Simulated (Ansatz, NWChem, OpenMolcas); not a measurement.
## Strength of the O–Si bond: CH5OSi → CH3O + SiH2

Species: CH5OSi `CO[SiH2]`, doublet; CH3O `C[O]`, doublet; SiH2 `[SiH2]`, singlet. 

Shapes, held fixed at every level: PBE0-D4/def2-TZVP. Flexible molecules stand in one conformer, not always the lowest. Programs: Ansatz 0.2.0, NWChem 7.3.0, OpenMolcas 26.06. A level may come from different programs for different species; with the same settings they agree closely. Electronic energies: no zero-point or thermal term.

| level | kind | ΔE (kJ/mol) |
| --- | --- | --- |
| HF/STO-3G | Hartree–Fock | +247.2 |
| HF/3-21G | Hartree–Fock | +277.0 |
| HF/def2-SVP | Hartree–Fock | +300.7 |
| B3LYP/6-31G* (spherical functions) | global hybrid | +349.2 |
| PBE0/def2-SVP | global hybrid | +370.1 |

PBE0/def2-SVP gives ΔE = +370.1 kJ/mol; the levels span +247.2 to +370.1. A fragment pairs its electrons up again, so this isn't a typical strength of such a bond. The median of the levels is +300.7. No measured value is set beside it here. Open shells run unrestricted. PBE0/def2-SVP lies outside the range of all other levels here, so it shouldn't be taken on trust. Rows in sets without polarisation functions are far from converged.

Every level makes removal of SiH2 from the radical strongly endothermic, as expected for a short, polar O–Si bond between an electronegative oxygen and an electropositive silicon. The cost is softened on the silicon side: the unpaired electron of the radical pairs with the one left by the broken bond, forming the largely 3s lone pair of singlet silylene.

In the same def2-SVP basis, the energy rises from +300.7 kJ/mol with Hartree–Fock to +370.1 with PBE0. The number of electron pairs is unchanged by the reaction, so the missing correlation probably reflects where the pairs sit. Bound oxygen has a compact, nearly complete octet, whereas methoxy has a hole in its oxygen 2p shell and the new pair on silicon is more diffuse. Hartree–Fock therefore favours the fragments. The gap between the two hybrids can't be assigned to the functional alone, since the basis changes too. The results don't show whether O–Si cleavage can compete with loss of methyl, which would leave a Si=O double bond.
